Spherical dot in effective atomic units (*), computed with the radks radial solver and Libxc in spin-polarised LDA (PW92): Woods-Saxon well of depth 5.27 hartree*, radius 6.18 bohr* and edge 0.37 bohr*, with a central point charge of 1 e. Shells are m-averaged and filled greedily; the chemical potential is E(N)-E(N-1), the addition energy E(N+1)+E(N-1)-2E(N).

```
electrons  chemical potential (hartree*)  unpaired electrons  rms radius (bohr*)  highest eigenvalue (hartree*)  highest level  addition energy (hartree*)
        1                         -5.746                   1               1.757                         -5.532          1s up                         n/a
        2                         -5.260                   0               2.281                         -5.114          1s up                      0.5071
        3                         -4.753                   1               2.902                         -4.652          1p up                      0.2059
        4                         -4.547                   2               3.210                         -4.442          1p up                      0.2117
        5                         -4.336                   3               3.410                         -4.230          1p up                      0.2628
        6                         -4.073                   2               3.563                         -3.974        1p down                      0.1994
        7                         -3.873                   1               3.680                         -3.772        1p down                      0.2026
        8                         -3.671                   0               3.777                         -3.569          1p up                      0.3165
        9                         -3.354                   1               3.841                         -3.233          2s up                      0.2368
       10                         -3.118                   2               3.924                         -3.020          1d up                         n/a
       14                            n/a                   6               4.159                         -2.209          2s up                         n/a
       15                         -2.095                   5               4.205                         -2.000        1d down                         n/a
       19                            n/a                   1               4.352                         -1.194          2s up                         n/a
       20                        -0.9862                   2               4.386                        -0.8930          1f up                      0.1863
       21                        -0.7999                   3               4.418                        -0.7068          1f up                      0.1861
       22                        -0.6138                   4               4.448                        -0.5208          1f up                      0.1859
       23                        -0.4279                   5               4.477                        -0.3351          1f up                      0.1856
       24                        -0.2423                   6               4.503                        -0.1496          1f up                         n/a
```

Three sizes describe how LDA fails in this dot. The highest eigenvalue lies about 0.1 hartree* above the chemical potential for every p, d or f electron, although for the exact functional the two are equal. Inside an open shell this error is half the addition energy. For a single electron it is about 0.2 hartree*, and the eigenvalue is then ten times further from the truth than the total energy. Starred units are effective atomic units, with the mass and dielectric constant of the host absorbed. The chemical potential is $\mu(N)=E(N)-E(N-1)$, the addition energy is $\mu(N+1)-\mu(N)$, $\varepsilon(N)$ is the highest eigenvalue, and a name such as 1f means the lowest radial level with $l=3$.

The failure is read off by subtracting two columns. The offset $\delta(N)=\varepsilon(N)-\mu(N)$ is positive in all 16 rows that have both: 0.214, 0.146 and 0.121 for the s electrons at $N=1$, 2 and 9, between 0.095 and 0.106 for 1p and 1d, and 0.093 for 1f. Because $\delta$ stays nearly fixed while the well fills, its weight grows. Relative to $|\mu|$ it is 2 to 5 % up to $N=15$, about 10 % at $N=20$ and 38 % at $N=24$. The eigenvalue is a poor measure of binding exactly where the binding is weak.

The cause lies in how the energy runs between integers. Janak's theorem states that $\partial E/\partial f=\varepsilon(f)$, where $f$ is the occupation of the entering level, so $\mu(N)=\int_0^1\varepsilon(f)\,df$. The exact energy at fractional electron number is that of a mixture of the two neighbouring integer states, a straight line, so $\varepsilon$ is constant over the interval, equals $\mu$, and jumps at each integer. LDA is a smooth function of the density and treats a fraction of an electron as a smeared charge that repels itself. Its energy follows something like the parabola of a charged capacitor, where the exact energy follows the chords between integers. If $\varepsilon(f)=\varepsilon(0)+Uf$, the integral gives $\mu=\varepsilon(1)-U/2$, hence $\delta=U/2$: the energy falls less steeply at the upper end of the interval than along the chord.

This can be checked without a fitted constant. With shells averaged over $m$, an electron that joins a partly filled shell of the same spin enters the level that was already highest, so $\varepsilon(0)=\varepsilon(N-1)$ and

$$\mu(N)=\tfrac12\left[\varepsilon(N-1)+\varepsilon(N)\right].$$

For $N=22$ the two eigenvalues are $-0.7068$ and $-0.5208$. Their mean is $-0.6138$, the tabulated chemical potential to the last digit. Their difference gives $U=0.1860$, and $U/2=0.0930$ equals the offset $-0.5208+0.6138$. The rule holds within the rounding of the table in all eight rows where it applies ($N=4$, 5, 7, 8 and 21 to 24). The row $N=8$ belongs here although its label reads 1p up, because in a closed shell both spins are degenerate and the eighth electron completes 1p down. Janak's theorem is built into any LDA calculation, so what the agreement shows is that $\varepsilon(f)$ averages to the midpoint of its two ends, as a straight line with a large slope would, where the exact one has no slope.

The same slope accounts for the addition energies. Writing $\mu(N+1)$ as the entering level at $f=0$ plus $\delta(N+1)$, and $\mu(N)$ as $\varepsilon(N)-\delta(N)$, gives an addition energy equal to the Kohn-Sham gap at $N$ plus $\delta(N)+\delta(N+1)$. In an open shell the highest occupied level still has room, so the gap is zero, yet the next electron is bound by about 0.2 hartree* less than the last. The ratio of $\delta$ to the addition energy is accordingly 0.49 to 0.50 at $N=3$, 4, 6, 7 and 20 to 23. An exact Kohn-Sham treatment would supply this energy through the jump of the potential at the integer, the derivative discontinuity. LDA has no such jump and collects the energy from the curvature instead.

Where the entering electron opens a new level the midpoint rule misses, and twice the miss can be read as the gap: 0.260 at $N=2$, 0.058 at $N=5$, 0.094 at $N=8$. These values are defined by the sum above and assume a straight $\varepsilon(f)$ for the first electron in a level, so they are inferences, least safe at $N=8$, where the entering level is the compact 2s. The one at $N=5$, where the next electron enters 1p down, has a sensible size beside the 1p spin splitting of 0.047 that the calculation gives at $N=4$ with one unpaired electron fewer. On this reading the gap carries 51 % of the addition energy at $N=2$, 30 % at $N=8$ and 22 % at $N=5$. The peaks rise above the background mostly through this gap, which at $N=5$ is a spin splitting, and the background itself comes from charging.

For more than one electron the offset compares LDA with itself and does not say how good $\mu$ is. The row $N=1$ has a true answer. Solving the radial equation on a grid for the same well with an attractive $-1/r$ centre gives $-5.7685$, which is $-0.4985$ measured from the bottom of the well: a hydrogen atom barely squeezed by the wall. The LDA total energy is 0.0225 too high and the LDA eigenvalue 0.2365 too high. One electron has no partner, so both errors are self-interaction. With $h$ the one-electron energy, $E_H$ the Hartree energy and $E_x$ the local exchange energy, which scales as the density to the power 4/3, $E=h+E_H+E_x$ and $\varepsilon=h+2E_H+\tfrac43E_x$, so $\delta=E_H+E_x/3$. On the exact orbital $E_H=0.3169$ and $E_x=-0.2716$. The two nearly cancel in the energy, leaving 0.045, but the offset is $0.3169-0.2716/3=0.226$, 6 % above the tabulated 0.214, with correlation and orbital relaxation left out. The cancellation works for the value of the energy and fails for its derivative. This row also marks the limit of the straight-line picture. At $f=0$ the level is the exact $-5.7685$, so the midpoint of the two ends is $-5.650$, which misses $\mu$ by 0.096, and $\delta$ is about nine tenths of the rise rather than half. For the first electron of a spin the exchange term of $\varepsilon$ grows as $f^{1/3}$ and bends the curve. The leftover repulsion also swells the orbital: the rms radius is 1.757 against the exact 1.684 bohr*.

How large $U$ is follows roughly from electrostatics. A charge on a sphere of radius $R_{\rm eff}$ has $U=1/R_{\rm eff}$, and $1/2\delta$ is 4.76 bohr* at $N=4$ and 5.39 at $N=24$, between the rms radius and the well radius. The plain mean of $\delta$ over the 13 rows with p, d or f character, 0.098, reproduces them with a root-mean-square error of 5 %. A form $c/r_{\rm rms}$, fitted by least squares to the same rows, gives $c=0.370$ and errs by 11 %, worst at $N=3$ with 26 %. From $N=4$ to 24 the offset falls by 12 % while the inverse rms radius falls by 29 %. Part of the reason is that the rms radius of the whole density is the wrong length. The entering orbital lies further out, with a mean radius of 3.59865 bohr* for 1p up at $N=4$ and 4.6387 for 1f up at $N=23$, so its inverse falls by only 22 %. The rest is plausibly exchange-correlation attraction together with screening, in which the other electrons move away from the newcomer and the net added charge sits towards the wall, whose place is fixed. The mean Hartree repulsion $2E_H/N^2$ of the same calculation exceeds $U$ by factors of 1.45 at $N=4$ and 1.12 at $N=23$, but this mean includes the inner electrons, notably the 1s pair at $N=4$, so it overstates the self-repulsion of the entering orbital and measures neither effect. The s rows were kept out of both fits because those orbitals feel the central charge. The constant is 54, 33 and 19 % too low for them; the rms form happens to suit $N=1$ and 2, where each electron is the first of its spin and $2\delta$ is not a plain charging slope, and is 20 % low at $N=9$. A wider well should therefore give a smaller offset, roughly in inverse proportion, and a compact entering orbital a larger one.

Two limits of the setup bear on other columns. The 1f addition energies are flat to 0.4 %, from 0.1863 to 0.1856. Each 1f electron is spread evenly over all seven $m$ states, so orbital alignment, multiplets and deformation cannot appear, and the flatness is at least in part imposed.

The second limit is the filling. The spin count and highest level, read along the order of filling, imply that 2s holds one electron in every listed row from $N=9$ on: $N=14$ is $2s^1 1d^5$ with six parallel spins, $N=19$ is $2s^1 1d^{10}$ and no closed shell, and $N=20$ starts 1f. At $N=23$ the 2s up orbital is the compact one at the centre, with a mean radius about half that of 1s up, and its spin splitting is 0.117 where the other levels have about 0.03. Pairing in a compact orbital is costly, and the empty 2s down lies 0.0385 above 1f up. That margin shows stability only against moving a small fraction of charge. Moving a whole electron also flips a spin and shifts the levels on the way. The curvature found above should raise the compact level as it fills and so widen the margin, which makes a lower paired state unlikely here, but no total energies of competing configurations are at hand to show it. The inferred gaps of 0.017 at $N=9$ and 0.019 at $N=14$ are eigenvalue margins of the same kind, far below the offset. A whole-electron move should cost more than they suggest, yet these are rows where the configuration may depend on the functional. That self-interaction in the compact orbital tips these choices is a guess.

At the end of the table the offset becomes a matter of sign. Continuing the last two rows in a straight line, with a sixth electron in 1f up, puts $\varepsilon$ at $+0.036$ and $\mu$ at $-0.057$ for $N=25$. This is an extrapolation and no calculation, but it shows the form the failure takes whenever $|\mu|$ drops below $U/2$: the total energies say that the electron is bound and the eigenvalue says that it is not.
